Counting small oscillations at a folded node: an inverse problem for the indium–thiocyanate oscillator

The model

In the Koper–Gaspard picture of In³⁺ reduction on mercury in thiocyanate, the electrode potential E is fast, and the concentrations c₁, c₂ in two diffusion layers are slow. With series resistance R, double-layer capacitance C and τ = RC,

τ dE/dt = V − E + R·I(E, c₁),

where I is the magnitude of the cathodic current. Adsorbed SCN⁻ catalyses the reduction and desorbs at more negative E, so ∂I/∂E can be positive, and the slow surface folds where R ∂I/∂E = 1. Near the point of the fold where the slow flow stops crossing it, the leading terms are

τẋ = y − x²/U, ẏ = −px − z, ż = q.

Here x = ±(E − E_fold), signed so that U > 0; y (mV) and z (mV/s) are scaled concentration combinations.

On y = x²/U set dt = (2x/U) dσ, which preserves direction on the attracting sheet x > 0. Then dx/dσ = −px − z and dz/dσ = (2q/U)x, with eigenvalues −λs, −λw obeying λs + λw = p, λsλw = 2q/U. A folded node has both λ real and positive, and μ = λw/λs < 1.

Substitution shows two exact canards: x = −gt, y = g²t²/U − τg, z = qt, with g = Uλ/2 and λ = λs or λw. For a deviation (ξ, η) in (x, y) from the weak one, τξ̇ = η + λw tξ − ξ²/U and η̇ = −pξ. Drop ξ², eliminate η, and put κ = λw/τ, T = √κ t, ν = 1/μ:

ξ″ − Tξ′ + νξ = 0.

With ξ = ψ exp(T²/4) this is Weber's equation, ψ″ + (ν + ½ − T²/4)ψ = 0, a harmonic oscillator with levels n + ½. An orbit arriving along the attracting sheet has ψ → 0 as T → −∞, and Sturm's theorem gives it one zero per level below ν + ½, so ⌈ν⌉ zeros. Two zeros make one turn about the canard, so for non-integer ν

s = ⌊⌈ν⌉/2⌋ = ⌊(1 + μ)/(2μ)⌋.

Wechselberger (2005) showed that, as ε = λsτ → 0, this is the maximum per passage through the node.

The data

These values were made for the exercise from the linearised equation and rounded as cycle-averaged data are. ξ is the residual about a linear drift of −5.4 mV/s; the clock zero is arbitrary.

Extrema (±3 ms, ±2 μV): A 0.168 s, +174 μV; B 0.566 s, −46 μV; C 1.305 s, −76 μV (a maximum lies between B and C).
Areas ∫ξ dt (±0.2 μV s): A→B +20.0; B→C −7.4; positive lobe between B and C, zero to zero, +7.8.
Slopes at that lobe's zeros (±10 μV/s): +344, −420.
Circuit: R = 15 kΩ, C = 0.80 μF.

The inversion

Let t₀ be the clock time of the fold crossing and M = p/λw = ν + 1. Integrating the linear equation once gives

[ξ̇] − κ[(t − t₀)ξ] + κM ∫ξ dt = 0.

Between extrema ξ̇ vanishes, so [tξ] − t₀[ξ] = M ∫ξ dt, linear in the unknowns. In μV s:

220 t₀ − 20.0 M = 55.27
30 t₀ + 7.4 M = 73.14

The determinant is 2228, giving t₀ = 0.840 s and M = 6.48. Hence ν = 5.48, μ = 0.183, and (1 + μ)/(2μ) = M/2 = 3.24, so s = 3.

Between zeros the middle term vanishes: κM = p/τ = 764/7.8 = 98 s⁻², so κ = 15.1 s⁻². With τ = 12 ms: p = 1.18 s⁻¹, λw = 0.181 s⁻¹, λs = 0.99 s⁻¹, U = 2g/λw = 60 mV, q = gλs = 5.4 mV/s², ε = 0.012.

Questions

Q: Is the solution unique?
A: The linear system is, since its determinant is non-zero. The model is not: y and z are unseen, and rescaling them by τ leaves only Uτ, p/τ and q/τ in the trace. The circuit value of τ removes that freedom; μ never needed it. Many diffusion and rate parameters share one normal form, so those are not recovered.

Q: Could the drift be the strong canard?
A: There the index is μ < 1 instead of ν, giving one zero and no oscillation.

Q: How do the errors carry through?
A: One trap: a mistimed extremum moves both tξ and the end of the area, a net change of −νξδt. Adding this, the amplitude errors and the area errors in quadrature gives M = 6.48 ± 0.23, μ = 0.183 ± 0.008 and M/2 = 3.24 ± 0.12, about two standard deviations above the step at 3. Further, p/τ = 98 ± 3 s⁻², κ = 15.1 ± 0.7 s⁻², λw = 0.181 ± 0.009 s⁻¹ and U = 60 ± 3 mV with τ and g taken as exact. A relative error in τ passes unchanged into p, λ and q, and with opposite sign into U.

Q: Why not simply count wiggles?
A: If three is the maximum, then 5 < ν < 7, or 0.143 < μ < 0.200. But the global return may inject the orbit where it turns fewer times, and residuals of tens of μV leave no maxima on the drifting raw trace. A count of three strictly gives only μ < 0.200.

Q: What did you neglect?
A: The ξ² term can be kept exactly: [tξ] becomes [tξ] − [ξ²]/(2g). On a real trace with these numbers it would raise M by 0.07, within the scatter. Terms beyond the normal form matter more. If the cubic coefficient is of order 1/U², its relative size at A is g|t_A − t₀|/U = 6 %, against a margin (M − 6)/M = 7 %. So s = 3 is probable, not secure, at this ε.

Q: Does this carry over to other cells?
A: To any cell with one fast potential, two slow variables and such a fold point. Copper electropolishing in phosphoric acid, which shows mixed-mode oscillations, is a candidate. The numbers found here, μ ≈ 0.18 and s = 3, rest on made data and are the model's, not the indium cell's.